Rutile TiO2 under even strain, computed with Ansatz 0.2.0 using r2SCAN, PAW potentials, a 500 eV plane-wave cutoff and a 4×4×8 k mesh, without spin polarisation. Atomic positions are relaxed at each volume, then held fixed for the linear response to the field; x lies along a and z along c.

| volume (Å³/atom) | c/a | shortest distance (Å) | electronic dielectric xx | electronic dielectric zz |
| --- | --- | --- | --- | --- |
| 9.203 | 0.6425 | 1.879 | 6.594 | 7.325 |
| 9.493 | 0.6425 | 1.901 | 6.590 | 7.428 |
| 9.790 | 0.6425 | 1.917 | 6.589 | 7.543 |
| 10.093 | 0.6425 | 1.933 | 6.588 | 7.674 |
| 10.402 | 0.6425 | 1.948 | 6.585 | 7.819 |
| 10.717 | 0.6425 | 1.962 | 6.582 | 7.977 |
| 11.038 | 0.6425 | 1.976 | 6.570 | 8.151 |
| 11.366 | 0.6425 | 1.989 | 6.558 | 8.335 |
| 11.700 | 0.6425 | 2.001 | 6.540 | 8.532 |

Down the table a rutile crystal is stretched evenly, with c/a held at 0.6425, and its electrons respond differently along its two axes. Along c (zz) the dielectric constant rises in every step and gains more than one unit in all. Along a (xx, equal to yy by symmetry) it goes from 6.594 to 6.540. That fall is steady and steepens towards the large cells, but it is only about twice the numerical error stated for a single value, so the a direction is best read as nearly flat.

These constants count only the electrons, since the nuclei are held still while the field acts. Their square roots are therefore refractive indices for light of low frequency, yet too fast for the nuclei to follow. At 10.402 Å³/atom, the volume of lowest energy in the series, they are $\sqrt{6.585}\approx 2.6$ for light polarised along a and $\sqrt{7.819}\approx 2.8$ along c. The constant that a capacitor sees at low frequency also contains the motion of the nuclei and is much larger in rutile.

**From 9.203 to 9.493.** The simplest account of an expanding solid is dilution. The quantity $\varepsilon-1$, with $\varepsilon$ the dielectric constant, measures the induced dipole per volume. If each cell keeps its ability to polarise and the field of the neighbouring dipoles is ignored, $\varepsilon-1$ falls as $1/V$, where $V$ is the volume per atom; counting that field, as the Clausius–Mossotti relation does, would make it fall faster still. A crystal of weakly bound molecules, such as solid methane, behaves much like this, because expansion moves the molecules apart and hardly alters them. In rutile the idea fails at the first step: it puts xx at 6.42, while the calculation gives 6.590.

The tempting repair is the band gap, which shrinks from 2.41 to 2.09 eV over the series. A field polarises electrons by mixing filled states, mainly of oxygen 2p character, with empty ones, mainly titanium 3d, and this costs less when the two lie closer in energy. The sum rule for optical absorption turns this into $\varepsilon-1\propto 1/(VE^2)$, with $E$ a mean transition energy. If $E$ is taken to shrink in proportion to the gap, the estimate for zz at 9.493 is 7.41, beside a calculated 7.428. A reader who stopped here would think the matter settled.

**At 10.402.** The middle of the table is a fairer place to test the idea. Both estimates start from the calculated values at 9.203, so agreement there is built in, whereas the row at 10.402 plays no part in them. For the c direction, dilution and the gap together give

$$\varepsilon_{zz}=1+(7.325-1)\times\frac{9.203}{10.402}\times\left(\frac{2.409}{2.221}\right)^2\approx 7.58 .$$

The calculated value is 7.819, so the estimate is now too low by about 0.2, roughly ten times the stated error. The same steps for the a direction give 6.82, which is about as much too high.

These opposite errors tell more than their size. The volume and the gap are single numbers for the whole crystal, so they multiply $\varepsilon-1$ by the same factor along a and along c. Whatever that factor is, it must leave the ratio of the two responses unchanged. The calculated ratio of $\varepsilon_{zz}-1$ to $\varepsilon_{xx}-1$ climbs in every step, from 1.13 in the smallest cell to 1.36 in the largest. The density functional used here makes the gap of rutile too small, and the empty bands are loosely converged in every row but 10.402, but a better gap would still be one number for both directions.

**From 10.402 to 11.700.** In the lower half of the table the gap closes more slowly, and its effect does little more than offset the dilution. The estimate for zz therefore stalls at about 7.6. The calculated constant keeps climbing and reaches 8.532. Most of the rise along c thus happens where the closing gap can no longer outrun the dilution.

Even the fair result of the gap estimate along a, 6.83 against 6.540 in the last row, rests on a generous assumption. A rough sum-rule estimate with the oxygen 2p electrons puts the mean transition energy near 10 eV, far above the gap, because electrons throughout the valence band take part and many of their transitions lead to high empty states. If all these transitions merely moved down by the 0.3 eV that the gap loses, the mean would change by only a few per cent. Dilution would then win: with a single mean energy $\varepsilon-1$ along a falls by about 16% over the series, and a somewhat smaller fall is expected once the greater weight of the low-lying transitions is allowed for. The gap marks at most the lower edge of the absorption (in the last row it has even turned indirect, with a direct gap of 2.104 eV), while the dielectric constant depends on all of it.

The trend can be restated, though not yet explained, as a contest between the volume and the response of a whole cell, $(\varepsilon-1)V$. From the first row to the last the volume grows by 27% ($11.700/9.203=1.27$). The response per cell grows by 26% along a, which almost exactly cancels the dilution, and by 51% along c, which overcomes it. The flat column is thus a near balance of two sizeable changes, and it does not mean that the electrons along a are indifferent to the expansion.

A second property of the same calculations shows the split between the axes. The Born charge of titanium measures how much polarisation arises when the atom is displaced, and it too depends on how easily charge flows between titanium and oxygen. Between 9.493 and 11.366 it rises by 7% along c and falls by 6% along a. The electrons' answer to a moving atom thus shifts in favour of c, as does their answer to a field.

The bonds offer a tempting reason. Each titanium has six oxygen neighbours: two apical ones, whose bonds lie in the plane of the a axes, and four equatorial ones, whose bonds lean towards c. If the equatorial bonds are the shortest, as they are known to be in rutile near equilibrium, the cell edges and the shortest distance fix the apical length. Between the same two volumes the apical bonds then stretch by 8.6% and the equatorial ones by 4.6%, because the oxygen atoms settle into new positions as the cell grows.

Overlap between titanium and oxygen orbitals fades quickly with distance, and without overlap little charge can pass along a bond. A field along a works partly through the apical bonds, which stretch most, while a field along c relies on the equatorial ones. This would hold back the response along a and spare that along c. It could only be a relative effect, since the response per cell grows in both directions while every bond lengthens.

The Born charges speak against the longer stretch of the apical bonds as the main cause. In the plane of the a axes, the full charge tensor of each titanium atom separates two directions: one along its apical bonds, and one across them, where a displacement stretches only equatorial bonds. The charge falls by a similar fraction in both, while along c, which relies on the same equatorial bonds, it rises. The movement of the oxygen atoms also turns these bonds towards c, from 41.1° to 40.1° off the axis, which shifts weight from the plane to c; a simple projection of the bonds suggests that this could supply part of the split, though not all of it. The numbers thus rule out any common factor, but they leave the cause of the split between the axes open. Repeating the series with the oxygen atoms at fixed fractional positions would show how much their movement contributes.

The output below sets both estimates, started from the smallest cell, beside the gap and the ratio of the two responses in each row.

Printed output of the fit:

```
Rivals anchored at the smallest cell:
     row  gap eV  xx dilution  xx scaled gap  zz dilution  zz scaled gap  ratio zz to xx of eps-1
   9.203   2.409        6.594          6.594        7.325          7.325                    1.131
   9.493   2.357        6.423          6.667        7.132          7.407                     1.15
    9.79   2.307        6.259          6.733        6.946          7.482                    1.171
  10.093   2.261        6.101          6.788        6.767          7.545                    1.194
  10.402   2.221        5.949          6.823        6.596          7.584                    1.221
  10.717   2.183        5.804          6.848        6.431          7.612                     1.25
  11.038   2.154        5.664          6.836        6.274          7.598                    1.284
  11.366   2.126        5.529          6.817        6.121          7.577                     1.32
    11.7   2.092          5.4          6.831        5.975          7.594                     1.36
Change of eps-1 along a from first to last row in percent: -0.9653
Change of eps-1 along c from first to last row in percent: 19.08
Change of eps-1 by dilution alone in percent: -21.34
Change of eps-1 by dilution and scaled gap in percent: 4.246
Growth of response per cell along a in percent: 25.91
Growth of response per cell along c in percent: 51.39
Fall of the gap from first to last row in eV: 0.3164
Rough mean transition energy along a in the smallest cell in eV: 10.35
Change of eps-1 along a by dilution and rigid gap shift in percent: -16.3
Change of Ti Born charge along a from 9.493 to 11.366 in percent: -6.018
Change of Ti Born charge along c from 9.493 to 11.366 in percent: 7.35
Apical bond at 9.493 in angstrom: 1.903
Apical bond at 11.366 in angstrom: 2.066
Stretch of apical bond from 9.493 to 11.366 in percent: 8.576
Stretch of equatorial bond from 9.493 to 11.366 in percent: 4.629
Angle of equatorial bond to c at 9.493 in degrees: 41.1
Angle of equatorial bond to c at 11.366 in degrees: 40.12
```
